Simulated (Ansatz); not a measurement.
ScZn: the change of pressure and energy less free atoms with volume scale

All results are calculated (Ansatz 0.2.0). Periodic Kohn-Sham DFT of a crystal at fixed atoms, scaled to volume_scale times the given cell; pressure positive in compression, energy less spherical unpolarised free atoms, largest_vzz the field gradient of largest size among the nuclei.

The cell before it is scaled or strained (space group Pm-3m, No. 221):
```
ScZn
1.0
      3.3500     0.0000     0.0000
      0.0000     3.3500     0.0000
      0.0000     0.0000     3.3500
Sc Zn
1 1
Direct
  0.00000 0.00000 0.00000
  0.50000 0.50000 0.50000
```

Settings of every row: method all-electron LAPW; functional PBEsol; relativity scalar; k mesh 10x10x10; filling fermi-dirac; smearing width 0.03 eV; basis error target 0.5 meV/atom; nucleus gaussian.

Atom start moment: 0 on all atoms.

```
row  volume scale  V (Å³/atom)  pressure (GPa)  energy less free atoms (eV/atom)
  1          0.94        17.67           1.618                           -3.6357
  2          0.96       18.046          -0.206                           -3.6373
  3          0.98       18.422          -1.843                           -3.6348
  4          0.99        18.61               ?                                 ?
  5             1       18.798          -3.311                           -3.6288
  6          1.01       18.986          -3.987                           -3.6245
  7          1.02       19.174          -4.628                           -3.6194
  8          1.04        19.55          -5.807                           -3.6071
  9          1.06       19.926          -6.864                           -3.5923
```

Question: what pressure and energy less free atoms should row 4 give?

Worked fit of pressure. Take u = (V_r/V)^(2/3) − 1 with V_r = 18.892 Å³ an atom, which is twice the finite (Eulerian) strain; such expansions in the strain, on which the Birch-Murnaghan equation of state is built, carry the rest volume and the bulk modulus. The shown rows have u = 0.04559, 0.03101, 0.01694, 0.00333, -0.0033, -0.00983, -0.02257, -0.0349. Least squares give pressure = −3.6538 + 101.92 × u + 291.85 × u² + 199 × u³ GPa; a parabola predicts inner rows, each left out in turn, worse (root mean square 0.0033 against 0.0008 GPa). The rows lie off it by 0.000, 0.001, 0.000, 0.000, 0.000, 0.000, 0.001, 0.000. The pressure vanishes at u = 0.0327, or V = 18 Å³ an atom, and there the bulk modulus at fixed shape and fractions is B = −V dP/dV = (2/3)(1 + u) dP/du = 83.8 GPa. The withheld row has u = 0.01008, so the fit gives −3.6538 + 101.92 × (0.01008) + 291.85 × (0.01008)² + 199 × (0.01008)³ = -2.597 GPa.

The calculation gave -2.597 GPa. The fit meets it to the printed digit.

Worked fit of energy less free atoms. Take u = (V_r/V)^(2/3) − 1 with V_r = 18.892 Å³ an atom, which is twice the finite (Eulerian) strain; such expansions in the strain, on which the Birch-Murnaghan equation of state is built, carry the rest volume and the bulk modulus. The shown rows have u = 0.04559, 0.03101, 0.01694, 0.00333, -0.0033, -0.00983, -0.02257, -0.0349. Least squares give energy less free atoms = −3.62672 − 0.6448 × u + 9.814 × u² eV/atom; a straight line predicts inner rows, each left out in turn, worse (root mean square 0.0051 against 5e-05 eV/atom). The rows lie off it by 0.0000, 0.0000, 0.0000, 0.0000, 0.0000, 0.0000, 0.0001, 0.0000. Its lowest point lies at u = 0.0329, or V = 18 Å³ an atom, and the curvature there gives the bulk modulus at fixed shape and fractions, B = (4/9)(1 + u)² E″(u)/V = 82.8 GPa. The withheld row has u = 0.01008, so the fit gives −3.62672 − 0.6448 × (0.01008) + 9.814 × (0.01008)² = -3.6322 eV/atom.

The calculation gave -3.6322 eV/atom. The fit meets it to the printed digit.
